Stretching a platinum crystal that is already under tension

A platinum crystal is expanded or compressed equally in all directions, and its energy and pressure are calculated at each size. The volume V is that of one atom, and the shortest distance is that between neighbouring atoms. A positive pressure P means that the crystal pushes outwards; a negative one means that it must be held open by tension. The energy is counted from the standard crystal of the element, and only its differences between rows matter here.

Face-centred cubic platinum at fixed volumes, calculated with Ansatz 0.2.0: PBEsol, scalar-relativistic, no spin polarization, PAW with plane waves up to 420 eV, 18×18×18 k mesh, Gaussian smearing of 0.1 eV. Energies are extrapolated to zero smearing and counted from the element's standard crystal in the same functional; pressure is positive in compression.

```
volume (Å³/atom)  shortest distance (Å)  energy over elements (eV/atom)  pressure (GPa)
          13.519                  2.674                           0.176           40.58
          13.630                  2.681                           0.149           36.66
          15.080                  2.773                           0.005           -0.82
          15.631                  2.806                           0.025          -10.03
          15.814                  2.817                           0.038          -12.64
          16.828                  2.876                           0.156          -23.83
          17.084                  2.891                               ?               ?
          17.181                  2.896                               ?               ?
```

(a) How does the crystal's resistance to a change of volume vary over the six rows with results, and what causes this?

Solution. The resistance shows in the slope of pressure with volume; the size of that slope times the volume is the bulk modulus. Between the two smallest volumes the pressure falls by 35.3 GPa for each added Å³. Between 15.814 and 16.828 Å³ it falls by only 11.0 GPa per Å³. The slope flattens at every step in between, so the crystal is stiff when squeezed and grows softer as it is opened.

The usual explanation starts from two opposing effects. When atoms are pushed together, their electron clouds overlap and the Pauli principle forces electrons into states of higher kinetic energy, a cost that rises steeply. Bonding, which in platinum comes largely from the 5d electrons, depends on orbitals reaching from one atom to the next, and it fades more gently with distance. Near zero pressure the two balance. On stretching, the repulsion dies away first and a net attraction appears. Each step gains tension by shedding repulsion, and since the steep repulsion has less left to shed at every step, each gain is expected to be smaller than the one before. The weakening of the bonding takes a part off every gain; once it takes as much as the lost repulsion supplies, the tension stops rising.

The bands calculated for the same crystals fit this picture. The energy overlap between the ninth and tenth bands, counted upwards from the 5s band, shrinks by about a third from the smallest volume to 16.828 Å³, as happens when orbitals on neighbouring atoms interact less. This supports the weakening of the interaction, but it does not measure how much of the pressure each effect supplies.

A diatomic molecule behaves in a similar way. Its restoring force first grows in proportion to the stretch, then lags behind, because the repulsion has less and less left to give up while the attraction itself slowly weakens. The likeness ends at the shape of the energy curve: in the metal, twelve contacts around each atom lengthen together and the electrons are shared by the whole crystal.

(b) Forecast the pressure and the energy at 17.084 and 17.181 Å³, with error bars.

Solution. A curve with the shape just described is

E = −D (1 + a) exp(−a), with a = η (x − 1) and x = (V/V₀)^(1/3)

Here V₀ is the volume at zero pressure, x the relative atomic distance, D the depth of the curve and η a number that sets how lopsided the curve is. Pressure is minus the slope of energy with volume, which gives the Vinet law:

P = 3 B₀ (1 − x) exp[η (1 − x)] / x²

B₀ is the bulk modulus at zero pressure and takes the place of D. Each factor has a meaning. The term 1 − x is an ordinary spring, the exponential stiffens that spring in compression and softens it in tension, lumping repulsion and bonding into one factor, and x² spreads the force over the larger area of a stretched crystal.

The three constants were fitted to the six pressures above, so neither of the two volumes in question took part. The result is V₀ = 15.04 Å³, B₀ = 287.7 GPa and η ≈ 6.5. At 17.084 Å³ the relative distance is

x = (17.084/15.04)^(1/3) = 1.043

The spring alone would then give a tension of 3 × 287.7 × 0.0434 ≈ 37.5 GPa. The exponential reduces this by a factor of about 0.75, and the larger area divides it by about 1.09, which leaves close to 26 GPa. With unrounded constants the forecast is −25.92 ± 0.1 GPa. The same steps at 17.181 Å³ give −26.65 ± 0.1 GPa.

The error bar is a judgement, not a statistical limit. The Birch-Murnaghan law, another common three-constant form fitted to the same six pressures, differs from the Vinet law by 0.05 GPa at the larger volume. The bar is twice that difference. It covers these two laws only; a stiffer-backed form such as the Murnaghan law, whose modulus is linear in pressure, is expected to stray further in tension. Simply extending the last slope in a straight line would give −26.66 and −27.73 GPa, but this assumes that the softening stops at 16.828 Å³, and nothing in part (a) suggests that it should.

The energy follows from the work done against the tension, starting from 0.156 eV at 16.828 Å³. Over the first step the mean tension is (23.83 + 25.92)/2 ≈ 24.9 GPa and the volume grows by 17.084 − 16.828 = 0.256 Å³. Since 1 eV/Å³ is 160.2 GPa, the work is

24.9 × 0.256 / 160.2 ≈ 0.040 eV

The forecast is therefore 0.196 ± 0.002 eV per atom at 17.084 Å³. Carried on to 17.181 Å³, the same integral gives 0.212 ± 0.002 eV.

The starting row matters slightly. The calculation smears the occupation of electron states near the Fermi level. Its pressure belongs to the free energy with smearing, whereas the tabulated energy is extrapolated to none. Between the smallest volume and 16.828 Å³ the two energies drift apart by 0.002 eV, and the integrated energy is too high by about that much at the two most compressed rows. Starting from the nearest row keeps nearly all of this drift out of the forecast.

(c) Compare the forecasts with the calculated values. What do they decide, and what follows for anyone who estimates stress from a single bulk modulus?

Solution. The calculation gives the following values.

The withheld rows as computed:

```
volume (Å³/atom)  shortest distance (Å)  energy over elements (eV/atom)  pressure (GPa)
          17.084                  2.891                           0.196          -25.91
          17.181                  2.896                           0.212          -26.64
```

All four forecasts fall within their bars. The Vinet law misses by about 0.01 GPa at both volumes, a tenth of the bar and no more than the rounding of the tabulated volumes and pressures can produce, so the sign of the miss carries no meaning. The energies agree to the last printed digit. As the energies were obtained by integrating pressure, this also shows that the two columns are consistent over this short stretch, where the drift due to smearing is too small to see.

The comparison clearly rejects the straight line. It overstates the tension by 26.66 − 25.91 = 0.75 GPa at the first volume and by 27.73 − 26.64 = 1.09 GPa at the second. Its error grows with distance because the softening continues: between the last two rows the pressure falls by only 7.5 GPa per Å³. The tension is still rising there, so the greatest tension that this crystal could bear under uniform expansion lies at a larger volume.

The choice between the two curved laws is less firm. The Birch-Murnaghan law is too strong by 0.05 and 0.06 GPa, so the Vinet law did better, but both lie within the bar. Over so short a step, laws of quite different origin can land close to the result, provided they carry the curvature correctly into tension. The hit therefore confirms that the softening goes on in a regular way; that steep repulsion set against gentler bonding causes it remains an argument from the theory of metals.

For estimates of stress, the lesson is that a fixed bulk modulus errs in opposite directions on the two sides. Multiplying 287.7 GPa by the relative change of volume at 17.084 Å³ gives

287.7 × (17.084 − 15.04)/15.04 ≈ 39.1 GPa

of tension, about half as much again as the calculated 25.91 GPa. At 13.519 Å³ the same rule gives 287.7 × (15.04 − 13.519)/15.04 ≈ 29.1 GPa of compression, where the calculation has 40.58 GPa. Part of the error is plain geometry: the spring and area factors of part (b) alone already bring the 39.1 GPa down to about 34.4 GPa, and the lopsided binding curve supplies the rest. A crystal whose binding curve is steep on the inside and shallow on the outside is expected to show errors of these signs.

These tensions belong to a flawless crystal that can only expand evenly. A real piece of platinum may fail earlier, by slip or by the opening of voids, which this calculation does not test. The calculation also omits spin-orbit coupling, which is sizeable in so heavy an element, so the agreement tests the pressure law against the calculation and not against measured platinum. The output printed after this text lists both fits and the integrated energies row by row.

The analysis program printed:

```
fit of pressure on 6 rows: coefficient of exp(s*(1-y))/y**2 869.2 +/- 0.15, coefficient of exp(s*(1-y))/y -868.5 +/- 0.15, s 6.537; rms 0.00688, worst 15.08 0.0119, leave-one-out rms 0.0218
  rows outside the fit (model, value, miss): 17.084 -25.92, -25.91, -0.0105; 17.181 -26.65, -26.64, -0.0083
fit of pressure on 6 rows: coefficient of z**(5/3) 16.81 +/- 3.2, coefficient of z**(7/3) -466 +/- 6.3, coefficient of z**3 449.9 +/- 3.1; rms 0.0105, worst 15.08 -0.0144, leave-one-out rms 0.0384
  rows outside the fit (model, value, miss): 17.084 -25.96, -25.91, -0.0472; 17.181 -26.7, -26.64, -0.0582
Energy from integrated Vinet pressure (eV/atom) and mean pressure slope from the row above (GPa/Å³):
     row  energy_predicted  energy_computed  predicted_less_computed  pressure_slope
  13.519            0.1777            0.176                 0.001684             n/a
   13.63            0.1509            0.149                 0.001939          -35.32
   15.08           0.00565            0.005                0.0006505          -25.85
  15.631           0.02492            0.025               -8.167e-05          -16.72
  15.814           0.03789            0.038               -0.0001088          -14.26
  16.828             0.156            0.156               -3.053e-16          -11.04
  17.084            0.1958            0.196               -0.0002205          -8.125
  17.181            0.2117            0.212               -0.0003056          -7.526
Volume at zero pressure from the Vinet law, Å³/atom: 15.04
Bulk modulus at zero pressure from the Vinet law, GPa: 287.7
Straight continuation of pressure to 17.084 Å³, GPa: -26.66
Straight continuation of pressure to 17.181 Å³, GPa: -27.73
Vinet less Birch-Murnaghan pressure at 17.181 Å³, GPa: 0.04991
Error bar stated for each withheld pressure, plus or minus GPa: 0.1
Error bar stated for each withheld energy, plus or minus eV/atom: 0.002
Rise of half the smearing entropy term from 13.519 to 16.828 Å³, eV/atom: 0.001915
```
